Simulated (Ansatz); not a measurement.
**From the elastic tensor of Ta$_{4}$N$_{5}$ to moduli and sound speeds**

Theory: DFT LDA, scalar-relativistic, plane waves, PAW in Ansatz. Cutoff 420 eV, 10×10×10 k-points (Γ-centred), Fermi-Dirac smearing of 0.15 eV. No spin polarisation.

It takes space group I4/m (No. 87, tetragonal). Conventional cell: a = 6.784 Å, b = 6.784 Å, c = 4.230 Å, α = 90.00°, β = 90.00°, γ = 90.00°. Ta (site symmetry m) is surrounded by 6 N at 2.06 to 2.19 Å. Around N (site symmetry 4/m) lie 4 Ta at 2.06 Å. N (site symmetry m) has 5 Ta at 2.12 to 2.19 Å as nearest neighbours.

In a metal, frequencies and elastic constants depend on the k mesh and the smearing, soft modes and shear constants most. Spin–orbit coupling is left out, which can shift energies with elements as heavy as these.

Relaxed-ion constants (GPa, on the Cartesian axes of the calculation):
C11 = 639.6, C12 = 141.1, C13 = 145.4, C16 = -74.6, C22 = 639.6, C23 = 145.4, C26 = 74.6, C33 = 811.3, C44 = 142.5, C55 = 142.5, C66 = 188.4 GPa; the others vanish.

Density 13.542 g/cm³; 9 atoms in 97.34 Å³.

The values that follow are for a polycrystal of randomly turned grains, by Hill's mean where one number stands.

With S = C⁻¹: B_V = (C11+C22+C33+2(C12+C13+C23))/9, G_V = (C11+C22+C33−C12−C13−C23+3(C44+C55+C66))/15, 1/B_R = S11+S22+S33+2(S12+S13+S23), 15/G_R = 4(S11+S22+S33−S12−S13−S23)+3(S44+S55+S66); Hill is their mean. Then v_l = √((B+4G/3)/ρ), v_t = √(G/ρ), v_m = [(2/v_t³+1/v_l³)/3]^(−1/3) and Θ = (ħ/k_B)·v_m·(6π²n/V)^(1/3) for n atoms in the volume V; E = 9BG/(3B+G), ν = (3B−2G)/(2(3B+G)) and A^U = 5G_V/G_R + B_V/B_R − 6.

```json
{
  "Bulk modulus, Voigt / Reuss / Hill": "328.3 / 324.5 / 326.4 GPa",
  "Shear modulus, Voigt / Reuss / Hill": "205.2 / 178.9 / 192.1 GPa",
  "Young's modulus": "482 GPa",
  "Poisson ratio": "0.254",
  "Pugh ratio B/G": "1.70 (under 1.75, the rule of thumb for brittle)",
  "Universal anisotropy index": "0.75",
  "Longitudinal and transverse sound speeds": "6559 and 3766 m/s",
  "Debye temperature from the mean sound speed": "563 K"
}
```

Whether Ta4N5 exists in this form wasn't checked.

Cost: 1 run of about 2.1 core-hours, on Intel Xeon Processor @ 2.50GHz (Skylake/Cascade Lake) (shared hosts).

Ta$_{4}$N$_{5}$ comes out stiff but clearly anisotropic: it resists compression along c most strongly (C33 = 811.3 GPa against C11 = 639.6 GPa), while C44 is only 142.5 GPa. This is the pattern of a rocksalt-type nitride, in which axial strain compresses directional Ta 5d–N 2p σ bonds and shear mostly bends them. The metal vacancies of this defect rocksalt structure are ordered in columns along c, which probably leaves the remaining Ta–N chains in that direction unbroken but interrupts those in the plane, hence the larger C33. The sizeable C16 does not indicate an instability. It arises largely because the tetragonal axes are rotated in the plane from the parent cube axes, so C66 alone overstates the resistance to the softest in-plane shear. The tensor is positive definite, so the crystal is elastically stable against small homogeneous strains. The Pugh ratio lies too close to its empirical boundary to establish brittleness, and stability against phonons at finite wavevector remains untested.
